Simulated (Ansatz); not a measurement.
**CoW₃ (Pm-3m), a film clamped to a substrate**

Method: DFT PBE, scalar-relativistic, plane waves, PAW in Ansatz. Settings: plane waves to 420 eV, k-mesh 12×12×12 (Γ-centred), Gaussian smearing 0.15 eV. Spin–orbit coupling is left out, which matters for the heavy elements here. No spin polarisation. A magnetic state may lie lower. Energies are free energies at this smearing, counted from the undisturbed cell; pressure is positive in compression.

Reference structure (relaxed at this level; it needn't be the usual structure):

```xyz
4
Lattice="3.8992 0.0000 0.0000 0.0000 3.8992 0.0000 0.0000 0.0000 3.8992" Properties=species:S:1:pos:R:3 pbc="T T T"
Co    0.0000    0.0000    0.0000
W     0.0000    1.9496    1.9496
W     1.9496    0.0000    1.9496
W     1.9496    1.9496    0.0000
```

The cell (4 atoms, V0 = 59.28 Å³) is strained by p along both x and y and by q along z, fractional coordinates fixed. τp = (1/V0) ∂E/∂p = (σxx + σyy)(1 + p)(1 + q) and τq = (1/V0) ∂E/∂q = σzz(1 + p)², with tension positive.

```
     p q  ΔE (meV/atom)  τp (GPa)  τq (GPa)
 0.000   0.000           0.00      0.02      0.01
-0.050   0.000         150.13    -69.60    -29.66
 0.050   0.000         114.72     46.37     23.97
 0.000  -0.050          37.23    -29.51    -16.69
 0.000   0.050          32.05     24.21     13.28
```

Task: Get the second derivatives of the energy density.

Result: Central differences give A = ∂τp/∂p = 1160 GPa (C11 + C22 + 2 C12), C = ∂τq/∂q = 300 GPa (C33) and the cross term B = ∂τq/∂p = 536 GPa (C13 + C23); ∂τp/∂q = 537 GPa must equal B, and any difference shows higher-order terms. Steps this large leave an error of some per cent of A or C in all of these, which can swamp a small B. The ions are clamped. In a cubic crystal C11 = C = 300, C12 = B/2 = 268 GPa and A should be 2(C11 + C12) = 1136 GPa; the bulk modulus is (C11 + 2 C12)/3 = 279 GPa.

Task: A film of this crystal grows with z along the normal on a substrate that imposes p. How does its thickness respond, and what does the misfit cost?

Result: Count p and q from the stress-free cell. A free surface needs τq = 0, so q = −(B/C) p = -1.79 p. The energy density left is (A − B²/C) p²/2 = M p², with the biaxial modulus M = 100 GPa (a small difference of large numbers, so errors of a few per cent in A, B and C become tens of per cent in M); a misfit of 1 % costs 0.93 meV/atom, against 5.36 meV/atom if the thickness were held.

In a metal these slopes depend on the k mesh and the smearing.

Cost: 14 runs of about 7.5 core-minutes in all, on Intel Xeon Processor @ 2.50GHz (Skylake/Cascade Lake) (shared hosts).

The crystal strongly resists a change of volume but yields easily to a tetragonal change of shape: C11 (300 GPa) lies only slightly above C12 (268 GPa), while the bulk modulus is 279 GPa. A free film therefore answers in-plane strain with q = -1.79 p, close to conserving volume, and this removes most of the misfit cost. The stiffness against compression fits strong d–d bonding in a tungsten-rich metal. The soft shear probably reflects the fcc-like arrangement of the sites: tungsten's d-band filling favours bcc, and tetragonal strain leads along the Bain path between the two. Compression costs more than equal extension for both strains, as expected from the steep short-range repulsion.

Clamping the ions does not distort these constants, since every atom sits at an inversion centre that homogeneous strain preserves. The low biaxial modulus thus supports easy accommodation of small misfits, but not the stability of the cubic phase, for which the response to shear of the cell angles and the phonons would also be needed.
